**Student:** The sheet gives an SSH chain with values made for the exercise and rounded like data: period $a=2.50$ Å (exact, two evenly spaced sites), one-electron gap $E_g=1.70\pm0.03$ eV, and static polarisability volume per cell $\alpha'=\alpha/4\pi\varepsilon_0=33.0\pm1.0$ Å$^3$. It asks for the hoppings. But $eFx$ is unbounded, so how can I perturb in it?

**Lecturer:** For charge $-e$, $H=H_0+eFx$ with $x\to i\partial_k\delta_{nm}+X_{nm}$ and $X_{nm}=i\langle u_n|\partial_ku_m\rangle$. The derivative only drives $k$. Keep it, and rotate away the bounded interband part order by order:
$$u_n^F=u_n+eF\sum_{m\ne n}\frac{u_mX_{mn}}{E_n-E_m},$$
$$E_n^F=E_n+eFX_{nn}+(eF)^2\sum_{m\ne n}\frac{|X_{nm}|^2}{E_n-E_m}.$$
Sum over filled bands. The linear term is a permanent dipole, and filled–filled pairs cancel. Equating the rest to $-\tfrac12\varepsilon_0\chi F^2$ gives
$$\chi=\frac{2e^2}{\varepsilon_0}\sum_{\sigma vc}\int\!\frac{d^3k}{(2\pi)^3}\frac{|X_{cv}|^2}{E_c-E_v}.$$
The spin sum doubles the prefactor, so per chain cell $\alpha=4e^2a\int\frac{dk}{2\pi}|X_{cv}|^2/(E_c-E_v)$.

**Student:** With $v,w=t(1\pm\delta)$ and $\theta=ka/2$, the off-diagonal element is $2t(\cos\theta+i\delta\sin\theta)=Ee^{i\varphi}$, so $E=2t\sqrt D$ with $D=\cos^2\theta+\delta^2\sin^2\theta$. The states $(1,\pm e^{i\varphi})/\sqrt2$ give $X_{cv}=\tfrac12\partial_k\varphi=a\delta/4D$, and $E_c-E_v=4t\sqrt D$.

**Lecturer:** Then, with complete elliptic integrals of parameter $m=1-\delta^2$,
$$\alpha=\frac{e^2a^2\delta^2}{8\pi t}\int_0^{\pi/2}\!\frac{d\theta}{D^{5/2}}=\frac{e^2a^2}{24\pi t\delta^2}\left[2(1+\delta^2)\mathsf E-\delta^2\mathsf K\right].$$
At $\delta=1$ this is $e^2a^2/16t$, the isolated dimer. The gap $E_g=4t|\delta|$ eliminates $t$:
$$G=\frac{\alpha E_g}{e^2a^2}=\frac{2(1+\delta^2)\mathsf E-\delta^2\mathsf K}{6\pi|\delta|}.$$

**Student:** With $e^2/4\pi\varepsilon_0=14.40$ eV Å, $G=0.623$. The weak-dimerisation form $G\approx1/(3\pi\delta)$ gives $\delta=0.170$, the full one $\delta=0.174$. Then $t=E_g/4\delta=2.44$ eV, $v=2.86$ eV and $w=2.01$ eV. But one root proves nothing about others.

**Lecturer:** Right. On $0<\delta\le1$, $G$ falls from infinity to a minimum of $0.234$ at $\delta=0.76$, then rises to $1/4$. Between those two values there are two roots, below the minimum none. Yours lies above $1/4$, so $|\delta|$ is unique. Both data are even in $\delta$, so they cannot tell which bond is strong, and the signs of the hoppings are a phase choice.

**Student:** And the error bars just add?

**Lecturer:** With weights. Here $d\ln G/d\ln\delta=-0.95$, so
$$d\ln\delta=-1.05\,(d\ln\alpha+d\ln E_g),\qquad d\ln t=1.05\,d\ln\alpha+2.05\,d\ln E_g.$$
Independent errors of 3.0% in $\alpha$ and 1.8% in $E_g$ give 3.7% and 4.8%: $\delta=0.174\pm0.006$ and $t=2.44\pm0.12$ eV. The gap counts twice in $t$. The two are anticorrelated, and $v-w=E_g/2=0.850\pm0.015$ eV owes nothing to $\alpha$. Near the minimum of $G$ the slope vanishes and linear propagation fails.

**Student:** A dimerised chain with evenly spaced sites is a contradiction.

**Lecturer:** An approximation, so size it. A strong bond of length $a/2-\eta$ shifts $\partial_k\varphi$ by $-\eta$. To first order,
$$\frac{\Delta\alpha}{\alpha}=-\frac{12\eta\delta\,\mathsf E}{a\,[2(1+\delta^2)\mathsf E-\delta^2\mathsf K]},$$
which is $-1.7$% for an assumed $\eta=0.04$ Å. Including it lowers $\delta$ and raises $t$ by 1.8%, inside the bars but not negligible. The sheet's even spacing sets $\eta=0$.

**Student:** If $\alpha$ came from finite fields, does the series converge?

**Lecturer:** No, it is asymptotic. Each rotation leaves a higher-order coupling containing a further $\partial_k$, and the remainder never vanishes. Near the zone edge the bands are hyperbolic with $\hbar v_F=ta$, and the Landau–Zener probability per passage is $e^{-F_0/F}$ with $eF_0=\pi E_g^2/4ta$, so $F_0\approx0.4$ V/Å here. Every Taylor coefficient of that function vanishes as $F\to0^+$, so no order sees the tunnelling. For $F\ll F_0$ the $F^2$ term defines $\alpha$. The inferred $t$ and $\delta$ are the model's: two bands, independent electrons, and $F$ the unscreened field on the chain.